## Question

In metallic Hf₂Si, smearing the electron occupations over a Gaussian width of 0.1 eV lowers the free energy by about 1 meV/atom. Competing crystal structures of a metal often differ by only a few meV/atom, so errors of this size can decide which one comes out as stable.

A calculation for a metal replaces the continuous range of electron wave vectors by a mesh of k points. Smearing rounds off the sharp step between filled and empty states, which makes the sum over the mesh smoother. The table compares PBEsol runs on a coarse mesh with a run on a mesh twice as dense in each direction.

Hf2Si (I4/mcm, 6-atom primitive cell, conventional a = 6.551, c = 5.166 Å) at fixed atoms, computed with Ansatz 0.2.0: plane-wave PAW, scalar-relativistic PBEsol, no spin polarisation, cutoff 420 eV, Gaussian smearing, k mesh 5×5×5. The reference has a 10×10×10 mesh and a width of 0.1 eV. The energy is extrapolated to zero smearing; pressure is positive in compression.

```
occupation width (eV)  energy less reference (meV/atom)  free energy less reference (meV/atom)  pressure less reference (GPa)  largest force change (eV/Å)
                 0.01                              3.59                                   4.53                         -0.022                       0.0414
                 0.05                              3.48                                   4.22                         -0.022                       0.0366
                  0.1                              3.55                                   3.50                         -0.044                       0.0235
                  0.2                              3.87                                  0.081                         -0.008                      0.00337
                  0.4                              4.17                                  -14.3                          0.118                       0.0439
```

The "energy less reference" is the error of the energy extrapolated to zero smearing. The "free energy less reference" still contains the effect of the smearing. In the reference run the entropy term $TS$ is 1.94 meV/atom.

An engineer wants to keep the cheap mesh and chooses a width of 0.2 eV, because the free energy then agrees with the reference to better than 0.1 meV/atom.

(a) Has the wider smearing removed the mesh error?

(b) Derive how the free-energy error depends on the width, and estimate the width at which it passes through zero.

(c) The force and pressure errors are also smallest at 0.2 eV. Do they support the engineer's choice?

## Model answer

**(a)** No. At 0.2 eV the energy at zero smearing is still 3.9 meV/atom above the reference, slightly worse than at the three narrower widths. The row at 0.1 eV has the same width as the reference, so its error of 3.55 meV/atom comes from the mesh alone. The good free energy at 0.2 eV is a cancellation: the mesh raises it, and the smearing lowers it by nearly the same amount.

**(b)** Let $\sigma$ be the width and $g$ the number of electron states per eV and atom near the Fermi level, taken as constant. Smearing affects about $g\sigma$ electrons and shifts each by an energy of order $\sigma$, so its effects grow as $\sigma^2$. For Gaussian smearing the integrals give

$$E = E_0 + \tfrac14 g\sigma^2, \qquad TS = \tfrac12 g\sigma^2, \qquad F = E - TS = E_0 - \tfrac14 g\sigma^2 .$$

Here $E$ is the energy with smeared occupations, $F$ the free energy and $E_0$ the energy at zero smearing. The free energy thus lies below $E_0$ by half of $TS$. The reference has been lowered in the same way, so the error on the coarse mesh is

$$\Delta F(\sigma) = \Delta_{\text{mesh}} + \tfrac12 (TS)_{\text{ref}} - \tfrac14 g\sigma^2 .$$

The row at 0.1 eV gives $\Delta_{\text{mesh}} = 3.55$ meV/atom. Half of the reference's $TS$ is 0.97 meV/atom, and scaling it with the square of the width gives the last term. The error vanishes when

$$3.55 + 0.97 = 0.97\left(\frac{\sigma}{0.1\ \text{eV}}\right)^2, \qquad \sigma = 0.1\ \text{eV}\times\sqrt{4.52/0.97} \approx 0.22\ \text{eV}.$$

The engineer's width lies close to this crossing. At 0.4 eV the estimate gives −11 meV/atom, while the calculation gives −14.3 meV/atom. The model therefore has the right sign and scale but underestimates the entropy term at large width. The coarse-mesh runs at 0.2 and 0.4 eV behave as if $g$ were about 0.48 per eV and atom, against 0.39 in the reference. At 0.1 eV, where both meshes can be compared, they give 0.41 and 0.39, while on the coarse mesh alone $g$ rises from 0.41 to 0.48 between 0.1 and 0.2 eV. This points to the wider energy window rather than the mesh; a dense-mesh run at these widths would confirm it.

**(c)** They give weak support. The force column shows only the size of the largest change, so an error that passes through zero looks like an error that has been cured. At 0.01 eV the force component on hafnium even has the wrong sign: its size is 0.010 eV/Å, against 0.031 eV/Å in the reference. The size falls steadily up to 0.2 eV and is back at its first level at 0.4 eV, as it would be for an error that changes sign near 0.2 eV; the zero of the free-energy error doesn't itself require this. The signed forces at the larger widths would test this, and a dense-mesh run at 0.2 eV would tell a cancellation from a real damping of the mesh error.

A small pressure error can mislead in another way, because pressure is an average over directions. At 0.01 eV its error is only −0.02 GPa. With compression counted positive, the stress along the two equal axes, however, is off by +0.22 GPa each, and that along the third by −0.51 GPa. A relaxation of the cell's shape would respond to these separate errors, which the average hides.

## Remarks on the reasoning

**Recognising the cancellation.** The two energy columns react very differently to the width. Between the narrowest and the widest smearing the free-energy error moves by almost 19 meV/atom, whereas the error at zero smearing stays within 0.7 meV/atom. A real cure of the mesh error at 0.2 eV would have brought the error at zero smearing close to zero. It would also have left the free energy below the reference, because the wider smearing lowers it more than the reference's own smearing does. Neither is seen.

**Why the mesh error survives.** A coarse mesh errs in two ways. It misjudges how much of each partly filled band lies below the Fermi level, and it samples the filled bands at too few points. Smearing acts only on the first error, and is expected to damp it once the width is a sizeable fraction of the change in band energy from one k point to the next. The second error doesn't depend on the width. In a transition-metal compound with five points along each direction, the step is expected to be some tenths of an eV or more, so the narrow widths can't bridge it. By 0.2 to 0.4 eV an error at the Fermi level should have begun to shrink, yet the energy error doesn't fall. This suggests that much of it comes from the filled bands, although the table can't split the two parts. The entropy at 0.01 eV does show how discrete the mesh is at the Fermi level: it corresponds to an apparent $g$ of about 1.4 per eV and atom, three to four times the values at the other widths, as happens when a few discrete levels fall inside a narrow window.

**What the extrapolation can do.** Extrapolation to zero smearing removes the term in $\sigma^2$, which is an error of the width. It has no information about the k points that were left out. At large widths it also leaves a bias, because $g$ isn't truly constant, and the slight rise of the energy error at 0.2 and 0.4 eV is of this kind. The slope of $F$ with $\sigma$ is $-TS/\sigma$, so the extrapolated energy is expected to rise by $\sigma^2/4$ times any growth of the apparent $g$, which here grows from 0.41 to 0.49. Without dense-mesh runs at these widths, the bias can't be separated from what is left of the mesh error.

**Carrying the result over.** The formula shows how the crossing moves. A larger positive mesh error pushes it to a greater width, and a higher density of states pulls it to a smaller one. The favourable width therefore belongs to one material on one mesh. Two phases compared at the same 0.2 eV need not enjoy the same cancellation.

The output below also gives a parabola in the width, fitted to all five free-energy errors, which puts the crossing at 0.20 eV.

In practice, choose the mesh first: hold the width fixed, refine the mesh until the energy at zero smearing stops changing, and only then ask how wide the smearing may be. The reference mesh should pass the same test; the table doesn't show that it does.

Numerical output:

```
Entropy term from the two energy columns:
   row  half TS [meV/atom]  TS [meV/atom]  apparent density of states [1/eV/atom]
  0.01             0.03092        0.06183                                   1.237
  0.05              0.2309         0.4618                                  0.3695
   0.1               1.021          2.042                                  0.4084
   0.2                4.76           9.52                                   0.476
   0.4               19.44          38.88                                   0.486
Half TS of the reference run [meV/atom]: 0.9709
Apparent density of states of the reference run [1/eV/atom]: 0.3884
Apparent density of states at 0.01 eV from the printed entropy [1/eV/atom]: 1.447
Free-energy error without a fit:
   row  predicted [meV/atom]  computed [meV/atom]  miss [meV/atom]
  0.01                 4.511                 4.53         -0.01879
  0.05                 4.278                 4.22          0.05819
   0.1                  3.55                  3.5             0.05
   0.2                0.6372                0.081           0.5562
   0.4                -11.01                -14.3            3.286
Width at which the unfitted model crosses zero [eV]: 0.2158
fit of free_energy_less_reference on 5 rows: constant 4.623 +/- 0.074, coefficient of w**2 -118 +/- 1; rms 0.105, worst 0.2 -0.177, leave-one-out rms 0.484
Width at which the fitted parabola crosses zero [eV]: 0.1979
Density of states from the fitted parabola [1/eV/atom]: 0.4719
Span of the zero-smearing energy error over all widths [meV/atom]: 0.69
Span of the free-energy error over all widths [meV/atom]: 18.83
Zero-smearing energy at 0.2 eV less that at 0.1 eV [meV/atom]: 0.32
Zero-smearing energy at 0.4 eV less that at 0.1 eV [meV/atom]: 0.62
Stress error along a at 0.01 eV [GPa]: 0.2237
Stress error along c at 0.01 eV [GPa]: -0.511
Mean of the three stress errors at 0.01 eV [GPa]: -0.02119
Signed change of the Hf force component at 0.01 eV [eV/A]: -0.0414
Pressure at 0.4 eV less that at 0.1 eV [GPa]: 0.162
Half TS per volume at 0.4 eV [GPa]: 0.1686
```
